**Magnetisability of allene across functionals and basis sets**

The table holds the GIAO magnetisability, its anisotropy and the molar susceptibility of gas-phase allene from PySCF Kohn-Sham DFT at ten functional and basis combinations, all at one PBE0-D3(BJ)/def2-SVP geometry. The program fits the magnetisability of five pcSseg-2 rows as a line in the nominal exact-exchange fraction and, alternatively, in the inverse HOMO–LUMO gap, and applies the lines to the other rows. The exchange line has an rms residual of 0.56 against 1.11 for the gap form (units of $10^{-30}$ J/T²), and B3LYP/3-21G falls 14.8 below it. Subtracting the nuclear-position term from the paramagnetic part shows that 3-21G keeps only 33 % of the perpendicular remainder found with def2-TZVP. The output also restores the sign of the anisotropy, negative for PW91, revPBE and X3LYP, and shows that X3LYP shifts from PW91 mainly through its diamagnetic term.

Magnetisability and molar susceptibility of allene (C3H4), computed with PySCF 2.14.0 using density-fitted, non-relativistic GIAO Kohn-Sham DFT at the listed levels, in the gas phase at the PBE0-D3(BJ)/def2-SVP geometry. The anisotropy is the root of half the summed squared differences of the principal values.

## The fit in Python

```python
# Table: GIAO magnetisability, its anisotropy and molar susceptibility of allene, PySCF, Kohn-Sham DFT,
# ten functional/basis levels at one geometry. Tested: xi linear in exact-exchange fraction a, or in
# 1/(HOMO-LUMO gap); rows that break the lines; split into diamagnetic and paramagnetic parts.
T = {
    'system': ['B3LYP/3-21G', 'LC-wPBE/pcSseg-2', 'B3LYP/aug-pcSseg-1', 'HSE06/pcSseg-2', 'B3LYP/6-311+G(2d,p)', 'X3LYP/pcSseg-2', 'mPW1PW91/pcSseg-2', 'B3LYP/def2-TZVP', 'PW91/pcSseg-2', 'revPBE/pcSseg-2'],
    'magnetisability': [-475.9, -467.7, -463.0, -462.8, -462.3, -462.2, -461.6, -460.7, -456.1, -455.2],  # 1e-30 J/T^2
    'magnetisability_anisotropy': [30.0, 2.1, 3.4, 1.1, 2.0, 0.5, 3.4, 3.7, 4.7, 3.0],  # 1e-30 J/T^2
    'susceptibility': [-28.66, -28.16, -27.88, -27.87, -27.84, -27.83, -27.8, -27.74, -27.47, -27.41],  # 1e-6 cm^3/mol
}
import numpy as np
from scipy import constants as C
# Same runs: xi par, xi perp (1e-30 J/T^2), dia chi par, perp (1e-6 cm^3/mol, centre-of-mass gauge),
# HOMO, LUMO (eV). Last: nominal exact-exchange fraction, recalled, two figures (-1: no single value)
E = {'B3LYP/3-21G': (-455.92, -485.94, -48.791, -184.556, -7.239, 0.614, 0.20),
     'LC-wPBE/pcSseg-2': (-466.25, -468.38, -49.177, -184.811, -10.495, 2.438, -1),
     'B3LYP/aug-pcSseg-1': (-460.71, -464.10, -49.742, -185.693, -7.514, -0.244, 0.20),
     'HSE06/pcSseg-2': (-462.11, -463.20, -49.418, -185.092, -7.328, -0.212, 0.25),
     'B3LYP/6-311+G(2d,p)': (-460.95, -462.92, -49.685, -185.518, -7.501, -0.148, 0.20),
     'X3LYP/pcSseg-2': (-462.51, -462.00, -49.731, -185.567, -7.544, 0.021, 0.22),
     'mPW1PW91/pcSseg-2': (-459.41, -462.78, -49.286, -184.982, -7.746, 0.161, 0.25),
     'B3LYP/def2-TZVP': (-458.19, -461.92, -49.535, -185.449, -7.485, 0.001, 0.20),
     'PW91/pcSseg-2': (-459.25, -454.55, -49.464, -185.359, -6.612, -0.890, 0.0),
     'revPBE/pcSseg-2': (-457.17, -454.18, -49.403, -185.371, -6.509, -0.764, 0.0)}
S = list(T['system']); ix = S.index
xi, an, chi = (np.array(T[c], float) for c in ('magnetisability', 'magnetisability_anisotropy', 'susceptibility'))
par, per, dpa, dpe, ho, lu, a = np.array([E[s] for s in S]).T
k = C.N_A * 1e-25; dpa, dpe, gap = dpa / k, dpe / k, lu - ho
sg = np.sign(par - per) * an
f = np.array([s.endswith('pcSseg-2') for s in S]) & (a >= 0)
pa, pg, ps = np.polyfit(a[f], xi[f], 1), np.polyfit(1 / gap[f], xi[f], 1), np.polyfit(a[f], sg[f], 1)
ra, rg, rs = xi - np.polyval(pa, a), xi - np.polyval(pg, 1 / gap), sg - np.polyval(ps, a)
rms = lambda r: np.sqrt(np.mean(r[f] ** 2))
print('units 1e-30 J/T^2 unless named; table rounding +-0.05')
print(f'chi = {k:.6f} * xi; largest deviation {abs(chi - k * xi).max():.4f} (1e-6 cm^3/mol)')
print('lines fitted to 5 pcSseg-2 rows (*); LC-wPBE and B3LYP rows are outside the fits')
print(f'xi = {pa[1]:.1f} {pa[0]:+.1f}*a, rms {rms(ra):.2f}')
print(f'xi = {pg[1]:.1f} {pg[0]:+.0f} eV/gap, rms {rms(rg):.2f}')
print(f'signed anisotropy (par - perp) = {ps[1]:.1f} {ps[0]:+.1f}*a, rms {rms(rs):.2f}')
print('level, a, gap/eV, xi, resid(a), resid(gap), signed aniso, resid')
for i, s in enumerate(S):
    u = (f'{a[i]:.2f}', f'{ra[i]:+.1f}', f'{rs[i]:+.1f}') if a[i] >= 0 else ('-', '-', '-')
    print(f"{s + '*' * int(f[i]):21s}{u[0]:>5s}{gap[i]:6.2f}{xi[i]:8.1f}{u[1]:>6s}{rg[i]:+6.1f}{sg[i]:+6.1f}{u[2]:>6s}")
L, Z, D, P = ix('LC-wPBE/pcSseg-2'), ix('B3LYP/3-21G'), ix('B3LYP/def2-TZVP'), ix('PW91/pcSseg-2')
aL = (xi[L] - pa[1]) / pa[0]
print(f'LC-wPBE: a implied by xi {aL:.2f}; line then gives aniso {np.polyval(ps, aL):+.1f}, found {sg[L]:+.1f}')
b = np.array([s.startswith('B3LYP') for s in S]); b[Z] = False; h = f & (a > 0)
print(f'3 larger B3LYP bases span xi {np.ptp(xi[b]):.1f}, aniso {np.ptp(par[b] - per[b]):.1f}; 3 hybrids span xi {np.ptp(xi[h]):.1f}')
print(f'all but 3-21G span xi {np.ptp(np.delete(xi, Z)):.1f} = {100 * np.ptp(np.delete(xi, Z)) / abs(xi[D]):.1f} %')
M = ix('mPW1PW91/pcSseg-2')
print(f'mPW1PW91 vs PW91 aniso: unsigned {abs(an[M] - an[P]):.1f}, signed {sg[M] - sg[P]:.1f}')
# Same runs: nuclear rotational g factors and rotational constants (GHz) along a, b
g, B = np.array([0.99946, 0.64233]), np.array([142.868629, 8.870191]) * 1e9
N = C.e ** 2 / (4 * C.m_e) * g * C.h / (8 * np.pi ** 2 * B) / C.m_p * 1e30
ppa, ppe = par - dpa, per - dpe; xa, xe = ppa - N[0], ppe - N[1]
print(f'(e^2/4m) sum Z r^2: par {N[0]:.1f}, perp {N[1]:.1f} = {100 * N[1] / ppe[D]:.1f} % of perp para (def2-TZVP)')
print('level, par, perp, dia+nuclear par, perp, para-nuclear par, perp')
for i, s in enumerate(S):
    print(f'{s:21s}{par[i]:8.1f}{per[i]:8.1f}{dpa[i] + N[0]:8.1f}{dpe[i] + N[1]:8.1f}{xa[i]:7.1f}{xe[i]:7.1f}')
print(f'3-21G minus def2-TZVP: xi {xi[Z] - xi[D]:+.1f} ({100 * (xi[Z] / xi[D] - 1):.1f} %)')
print(f'  par {par[Z] - par[D]:+.1f} = dia {dpa[Z] - dpa[D]:+.1f}, para {ppa[Z] - ppa[D]:+.1f}; para-nuclear kept {100 * xa[Z] / xa[D]:.0f} %')
print(f'  perp {per[Z] - per[D]:+.1f} = dia {dpe[Z] - dpe[D]:+.1f}, para {ppe[Z] - ppe[D]:+.1f}; para-nuclear kept {100 * xe[Z] / xe[D]:.0f} %')
di, pi_ = (dpa + 2 * dpe) / 3, (ppa + 2 * ppe) / 3
print('shift from PW91 at pcSseg-2: isotropic total = dia + para; par, perp')
for i, s in enumerate(S):
    if s.endswith('pcSseg-2') and i != P:
        dd, dp = di[i] - di[P], pi_[i] - pi_[P]
        print(f'{s:21s}{dd + dp:+6.1f} ={dd:+6.1f} {dp:+6.1f};{par[i] - par[P]:+6.1f}{per[i] - per[P]:+6.1f}')
assert abs(chi - k * xi).max() < 0.01 and abs(abs(par - per) - an).max() < 0.07
assert pa[0] < 0 and abs(ra[Z]) > 5 * abs(ra[f | b]).max()
assert xe[Z] < 0.5 * xe[b].min() and xa[Z] > 0.85 * xa[b].max()
assert sg[P] < 0 < sg[M]
```

It prints:

```
units 1e-30 J/T^2 unless named; table rounding +-0.05
chi = 0.060221 * xi; largest deviation 0.0056 (1e-6 cm^3/mol)
lines fitted to 5 pcSseg-2 rows (*); LC-wPBE and B3LYP rows are outside the fits
xi = -455.7 -27.1*a, rms 0.56
xi = -481.6 +147 eV/gap, rms 1.11
signed anisotropy (par - perp) = -3.9 +22.2*a, rms 1.18
level, a, gap/eV, xi, resid(a), resid(gap), signed aniso, resid
B3LYP/3-21G           0.20  7.85  -475.9 -14.8 -13.0 +30.0 +29.5
LC-wPBE/pcSseg-2         - 12.93  -467.7     -  +2.5  +2.1     -
B3LYP/aug-pcSseg-1    0.20  7.27  -463.0  -1.9  -1.6  +3.4  +2.9
HSE06/pcSseg-2*       0.25  7.12  -462.8  -0.4  -1.9  +1.1  -0.5
B3LYP/6-311+G(2d,p)   0.20  7.35  -462.3  -1.2  -0.7  +2.0  +1.5
X3LYP/pcSseg-2*       0.22  7.56  -462.2  -0.6  -0.1  -0.5  -1.4
mPW1PW91/pcSseg-2*    0.25  7.91  -461.6  +0.8  +1.4  +3.4  +1.8
B3LYP/def2-TZVP       0.20  7.49  -460.7  +0.4  +1.2  +3.7  +3.2
PW91/pcSseg-2*        0.00  5.72  -456.1  -0.4  -0.2  -4.7  -0.8
revPBE/pcSseg-2*      0.00  5.75  -455.2  +0.5  +0.8  -3.0  +0.9
LC-wPBE: a implied by xi 0.44; line then gives aniso +5.9, found +2.1
3 larger B3LYP bases span xi 2.3, aniso 1.8; 3 hybrids span xi 1.2
all but 3-21G span xi 12.5 = 2.7 %
mPW1PW91 vs PW91 aniso: unsigned 1.3, signed 8.1
(e^2/4m) sum Z r^2: par 247.3, perp 2559.6 = 97.8 % of perp para (def2-TZVP)
level, par, perp, dia+nuclear par, perp, para-nuclear par, perp
B3LYP/3-21G            -455.9  -485.9  -562.9  -505.1  107.0   19.1
LC-wPBE/pcSseg-2       -466.2  -468.4  -569.3  -509.3  103.1   40.9
B3LYP/aug-pcSseg-1     -460.7  -464.1  -578.7  -523.9  118.0   59.8
HSE06/pcSseg-2         -462.1  -463.2  -573.3  -514.0  111.2   50.8
B3LYP/6-311+G(2d,p)    -460.9  -462.9  -577.8  -521.0  116.8   58.1
X3LYP/pcSseg-2         -462.5  -462.0  -578.5  -521.9  116.0   59.9
mPW1PW91/pcSseg-2      -459.4  -462.8  -571.1  -512.1  111.7   49.4
B3LYP/def2-TZVP        -458.2  -461.9  -575.3  -519.9  117.1   58.0
PW91/pcSseg-2          -459.2  -454.6  -574.1  -518.4  114.9   63.8
revPBE/pcSseg-2        -457.2  -454.2  -573.1  -518.6  115.9   64.4
3-21G minus def2-TZVP: xi -15.2 (3.3 %)
  par +2.3 = dia +12.4, para -10.1; para-nuclear kept 91 %
  perp -24.0 = dia +14.8, para -38.8; para-nuclear kept 33 %
shift from PW91 at pcSseg-2: isotropic total = dia + para; par, perp
LC-wPBE/pcSseg-2      -11.6 =  +7.7  -19.2;  -7.0 -13.8
HSE06/pcSseg-2         -6.7 =  +3.2   -9.9;  -2.9  -8.6
X3LYP/pcSseg-2         -6.1 =  -3.8   -2.3;  -3.3  -7.4
mPW1PW91/pcSseg-2      -5.5 =  +5.2  -10.7;  -0.2  -8.2
revPBE/pcSseg-2        +0.9 =  +0.2   +0.7;  +2.1  +0.4
```
